The lamellar period of a strongly segregated diblock copolymer, from one profile and one mode

A melt of chains in which a polystyrene (PS) block is joined to a poly(ethylene oxide) (PEO) block of similar volume orders into alternating flat layers. When the layers stand upright on a wafer and one block is removed or turned into an etch mask, the lamellar period L0 becomes the pitch of a line pattern. In the limit of strong segregation L0 follows from a model with two ingredients, a composition profile with one free width and a chain shape with one mode. Each is the exact minimiser of its own energy, so the small model gives the general formula with its full prefactor. At each "Predict", commit to an answer before reading on.

Conventions

All segments have the same volume v = 1/ρ0. A chain has N segments, a fraction f of type A and 1 − f of type B. The statistical segment length a is defined by ⟨R²⟩ = N a² for the free coil, and for now both blocks share it. The melt is incompressible, so the local volume fractions are φ for A and 1 − φ for B. The parameter χ is defined by the contact energy density kT ρ0 χ φ(1 − φ), where kT is Boltzmann's constant times temperature. The coordinate z is normal to the layers. A trial period L holds one A layer, one B layer and two interfaces. Strong segregation is the limit χN → ∞, in which the interface is thin compared with L and each block follows a path of least stretching energy, with fluctuations about that path neglected.

Step 1. Geometry

Every A–B junction sits on an interface and owns an area Σ of it.

Predict: if L doubles at fixed N, what happens to Σ?

A chain fills the volume N/ρ0 and reaches from the middle of an A layer to the middle of a B layer, a distance L/2. Hence

Σ = 2N/(ρ0 L),  h_A = f L/2,  h_B = (1 − f) L/2   (1)

Σ halves. Each half layer is a brush of height h_A or h_B grafted to the interface. A long period saves interface and costs stretching.

Step 2. The interface: one profile

On lengths much shorter than the coil, the entropy cost of a composition gradient takes the ground-state form kT ρ0 (a²/6)(dψ/dz)² for each species, with ψ² its volume fraction. This form is the starting point here. Put ψ_A = sin θ and ψ_B = cos θ, which enforces incompressibility, with θ running from 0 in B to π/2 in A. The excess free energy per area is

γ/(kT ρ0) = ∫ [ (a²/6) θ′² + χ sin²θ cos²θ ] dz = ∫ [ (a²/24) φ′²/(φ(1 − φ)) + χ φ(1 − φ) ] dz   (2)

Take the one-parameter profile φ = ½[1 + tanh(2z/w)], whose steepest slope is 1/w. Then φ(1 − φ) = ¼ sech²(2z/w) and φ′ = (1/w) sech²(2z/w), and ∫ sech²(2z/w) dz = w. The two integrals give

γ(w)/(kT ρ0) = χ w/4 + a²/(6w)   (3)

Predict: at the best width, how do the two terms of (3) compare?

A term in w and a term in 1/w are equal at the minimum. Setting χ/4 = a²/(6w²) gives

w = 2a/√(6χ),  γ = kT ρ0 a √(χ/6)   (4)

A trial function normally gives only an upper bound. Here it gives the minimum itself. Complete the square in the first form of (2):

(a²/6) θ′² + χ sin²θ cos²θ = [ a θ′/√6 − √χ sin θ cos θ ]² + 2a √(χ/6) θ′ sin θ cos θ

The last term integrates to a √(χ/6) for any profile, because ∫ 2 sin θ cos θ dθ = 1 between 0 and π/2. So no profile lies below (4). The square vanishes when φ′ = 2(√(6χ)/a) φ(1 − φ), and the tanh profile with the width of (4) solves this equation. Equations (4) are the results of Helfand and Tagami.

Step 3. The brush: one mode

Consider one block of N_b segments in a brush of height h. Its path is z(s), with s = 0 at the junction, where z = 0, and s = N_b at the free end, where the tension vanishes and dz/ds = 0. The Gaussian stretching energy is

E = kT (3/(2a²)) ∫ (dz/ds)² ds   (5)

The crudest picture stretches every chain uniformly to the top, z = h s/N_b. This fills the layer at uniform density and costs E = (3/2) kT h²/(N_b a²).

Predict: can the average be lowered at the same uniform density, and what quantity does uniform density fix for any set of paths?

Uniform density on 0 < z < h fixes the mean of z² over all segments of all chains at h²/3, so ⟨∫ z² ds⟩ = N_b h²/3. Expand any path in the modes sin[(2k − 1)π s/(2N_b)], k = 1, 2, …, which vanish at the junction and have zero slope at the free end. The modes are orthogonal, and so are their derivatives. For mode k the ratio of ∫ (dz/ds)² ds to ∫ z² ds is [(2k − 1)π/(2N_b)]², so the second mode costs nine times as much as the first for the same second moment. Every path therefore obeys ∫ (dz/ds)² ds ≥ (π/(2N_b))² ∫ z² ds, and the average energy obeys

⟨E⟩ ≥ kT (3/(2a²)) (π²/(4N_b²)) (N_b h²/3) = (π²/8) kT h²/(N_b a²)   (6)

Equality needs every chain to be in the lowest mode, z = z0 sin[π s/(2N_b)], with only the end height z0 free to vary.

Predict: a bound is useful only if it is reached. What has to be shown?

There has to be a non-negative, normalised distribution g(z0) of end heights for which these paths fill the layer uniformly. A chain ending at z0 deposits ds/dz = (2N_b/π)/√(z0² − z²) segments per unit height at z < z0. Uniform filling means

∫ from z to h of g(z0) (2N_b/π)/√(z0² − z²) dz0 = N_b/h for every z < h   (7)

Try g(z0) = z0/(h √(h² − z0²)), which is positive and integrates to one. With u = z0² the integral of z0/[√(h² − z0²) √(z0² − z²)] from z to h becomes ½ ∫ du/√((h² − u)(u − z²)) = π/2, independent of z, and (7) holds. The bound (6) is reached. A direct evaluation confirms it. One chain costs 3π² kT z0²/(16 N_b a²), the distribution gives ⟨z0²⟩ = 2h²/3, and the product is π²/8 = 1.234 in units of kT h²/(N_b a²). This is π²/12 = 0.822 of the uniform-stretching value.

The name parabolic brush comes from the field that enforces incompressibility. If each segment feels a potential U(z), the path obeys kT (3/a²) d²z/ds² = dU/dz. The lowest mode has d²z/ds² = −(π/(2N_b))² z, so U = constant − 3π² kT z²/(8 N_b² a²). Read s as time and the chain is a harmonic oscillator that needs a quarter period to fall from rest at any z0 to the interface. This is the brush of Semenov (1985) and of Milner, Witten and Cates (1988).

Step 4. Could beads do the same?

Cut the block into M equal pieces and put a bead at the middle of each. Neighbouring beads are joined by springs of N_b/M segments. The first bead is tied to the interface by half that many, so this spring is twice as stiff. The energy is kT (3M/(2N_b a²)) [2z₁² + Σ (z_j − z_(j−1))²]. Uniform bead density fixes ⟨Σ z_j²⟩ = M h²/3. If λ is the lowest eigenvalue of the quadratic form in brackets, then ⟨E⟩ ≥ c kT h²/(N_b a²) with c = M² λ/2.

For M = 1 the form is 2z₁², so λ = 2 and c = 1, reached by spreading the single bead uniformly. For M = 2 the matrix has rows (3, −1) and (−1, 1), with λ = 2 − √2 = 0.586, c = 1.172 and z₁/z₂ = √2 − 1 = 0.414. For general M, λ = 4 sin²(π/(4M)) and c = 2M² sin²(π/(4M)), which rises to π²/8 as M → ∞.

Predict: is the bound for M = 2 reached?

It is not. In the lowest mode the inner bead never rises above 0.414 h, so the outer bead alone has to supply the density 2/h of two beads between 0.414 h and h. That requires a probability 2(1 − 0.414) = 1.17, which exceeds one. The two-bead value is a strict lower bound for its model. One bead is solvable but has the wrong prefactor. One continuous mode is the smallest description that is both attainable and exact.

Step 5. The balance

Insert (1) into the brush energy with a general coefficient c. Block A has N_b = fN and h = fL/2, and contributes c f L²/(4N a²) in units of kT. Block B contributes the same with 1 − f.

Predict: does the lamellar period depend on f?

The two shares add up to f + (1 − f) = 1, so with equal segment lengths it does not. The free energy per chain is

F/kT = c L²/(4N a²) + 2N a √(χ/6)/L   (8)

where the second term is γΣ/kT.

Predict: the ratio of interfacial to stretching energy at the minimum, without solving for L.

For F_el ∝ L² and F_int ∝ 1/L one has L dF/dL = 2F_el − F_int. At the minimum F_int = 2F_el, whatever the coefficients. Solving gives L³ = 4N² a³ √(χ/6)/c. With c = π²/8 the prefactor cubed is 32/(π²√6), whose square is 64 × 8/(3π⁴), and so

L0 = 2 (8/(3π⁴))^(1/6) a N^(2/3) χ^(1/6) = 1.0980 a N^(2/3) χ^(1/6)   (9)

This is the general strong-segregation statement, usually written with 1.10. At L0 the energies are F_el = 0.372 kT (χN)^(1/3) and F = 3F_el = (kT/4)(9π² χN)^(1/3) = 1.115 kT (χN)^(1/3), and the relative width is w/L0 = 0.744 (χN)^(−2/3). The pictures of the brush compare as follows, with p = (4/(c√6))^(1/3) the prefactor that replaces 1.098.

brush picture | c | p | difference from (9)
one bead, reached | 1 | 1.178 | +7 %
two beads, lower bound on c | 1.172 | 1.117 | +2 %
three beads, lower bound on c | 1.206 | 1.106 | +1 %
one continuous mode, reached | 1.234 | 1.098 | none
uniform stretching to the top | 3/2 | 1.029 | −6 %

Every row shares the exponents 2/3 and 1/6 and the ratio of two. The cube root makes the period insensitive to c.

Predict: tables quote χ, N and a for different reference volumes v. Does L0 depend on that choice?

For a given polymer N ∝ 1/v, χ ∝ v because χρ0 is fixed, and a² ∝ v because N a² is fixed. The powers of v in (9) are 1/2 − 2/3 + 1/6 = 0. The period is unchanged provided all three inputs refer to the same v.

Step 6. PS-b-PEO, where the segment lengths differ

At equal segment volume PEO has a longer segment than PS, so (9) needs a rule for a. The same two arguments supply it. In the brush each block keeps its own length, and a² in the first term of (8) becomes a_el², with

1/a_el² = f/a_A² + (1 − f)/a_B²   (10)

In the interface the gradient term becomes (1/6)[a_A²(1 − φ) + a_B² φ] θ′². Completing the square as before replaces a in γ by

a_γ = ∫ from 0 to 1 of √(a_A²(1 − φ) + a_B² φ) dφ = (2/3)(a_A³ − a_B³)/(a_A² − a_B²)   (11)

The inverse slope at φ = ½ is w = 2a_rms/√(6χ) with a_rms² = (a_A² + a_B²)/2. Equation (9) then holds with a_eff = (a_γ a_el²)^(1/3), the ratio of two survives, and the period now depends on f through (10).

Take these typical, approximate inputs for the melt: T = 400 K, above the glass transition of PS (near 373 K) and the melting of PEO (near 335 K); v = 0.100 nm³, so ρ0 = 10²⁸ m⁻³; a_PS = 0.50 nm; a_PEO = 0.72 nm; χ = 0.05, a value on which literature estimates scatter widely. Choose f = ½ and N = 1000, so χN = 50. With typical melt densities of 970 and 1060 kg/m³ the blocks of 50 nm³ each have molar masses of 29 and 32 kg/mol.

Predict: a_eff lies between 0.50 and 0.72 nm. Is it above or below the geometric mean, 0.60 nm?

Extra digits are carried here only to display the balance inside the model. Equations (10) and (11) give a_el = 0.5808 nm and a_γ = 0.6166 nm. The stretching length enters twice and is weighted towards the shorter PS segment, so a_eff = 0.5925 nm, 1 % below the geometric mean. With N^(2/3) = 100 and χ^(1/6) = 0.6070,

L0 = 1.0980 × 0.5925 nm × 100 × 0.6070 = 39.5 nm

Using a_PS or a_PEO alone in (9) would give 33 nm or 48 nm. The remaining quantities of the model are these. The tension is γ/kT = 0.5629 nm⁻², and with kT = 5.52 × 10⁻²¹ J it is γ = 3.11 mN/m. The area per chain is Σ = 5.065 nm², so F_int = 2.851 kT. Each brush is h = L0/4 = 9.87 nm high. The PS block stores 0.962 kT and the PEO block 0.464 kT, together F_el = 1.426 kT, half of F_int. With a_rms = 0.620 nm the width is w = 2.26 nm and w/L0 = 0.057.

Step 7. How far the limit is from χN = 50

Predict: the interface is thin. Are the chains strongly stretched?

They are not. The root-mean-square end height is h √(2/3) = 8.1 nm, while a free block of 500 segments already spans a √(500/3) along one axis, which is 6.5 nm for PS and 9.3 nm for PEO. The stretching energy is of order kT per chain, and so are terms that (8) omits. One of them is easy to size. For a tanh profile the junctions are distributed as ψ_A ψ_B, that is P(z) = (2/(πw)) sech(2z/w), and −∫ P ln P dz = ln(πw). Compared with a uniform spread over the length L/2 that belongs to each interface, this costs kT ln(L/(2πw)) per chain, here 1.0 kT, a rival of F_el. Adding kT ln L to (8) turns the condition for the minimum into 2F_el − F_int + kT = 0. For a small relative shift δ of L the first two terms give 6F_el δ, so δ = −kT/(6F_el), a decrease of 12 %, or about 5 nm. The entropy of the free ends and the fluctuations about the paths give terms of the same order that are not evaluated here, so this estimate sets a scale and does not fix the net correction. Such shifts fall off only as (χN)^(−1/3).

The weak end of the ordered range gives a second yardstick. For f = ½ and equal segment lengths, Leibler's mean-field theory (1980) has the uniform melt turn unstable at wavenumber q when χN = x²/(x − 3 + 4e^(−x/2) − e^(−x)), with x = q² N a²/6. The minimum lies at x = 3.785 and χN = 10.495, where the period 2π/q is 1.318 a √N. Equation (9), written as 1.098 (χN)^(1/6) a √N, gives 1.625 a √N there, 23 % longer. That is far outside its domain, and it shows that (9) overshoots at weak segregation.

The model's period for the chosen inputs is therefore about 39 nm, a half-pitch near 20 nm, with omitted terms of roughly a tenth. It describes the bulk melt at 400 K and says nothing about film surfaces, guiding patterns or the crystallisation of PEO on cooling. A factor of two in χ moves the period by a factor 2^(1/6) = 1.12, comparable to the omitted terms.

Predict: to halve the pitch, what must change?

At fixed χ, N has to fall by the factor 2^(−3/2) = 0.354, which takes χN from 50 to 18, towards the instability limit, while w in (4) does not shrink at all. Rewriting (9) as L0 = 1.098 a (χN)^(2/3) χ^(−1/2) shows the alternative. At fixed χN, and hence fixed w/L0, half the pitch needs four times the χ and a quarter of the chain length.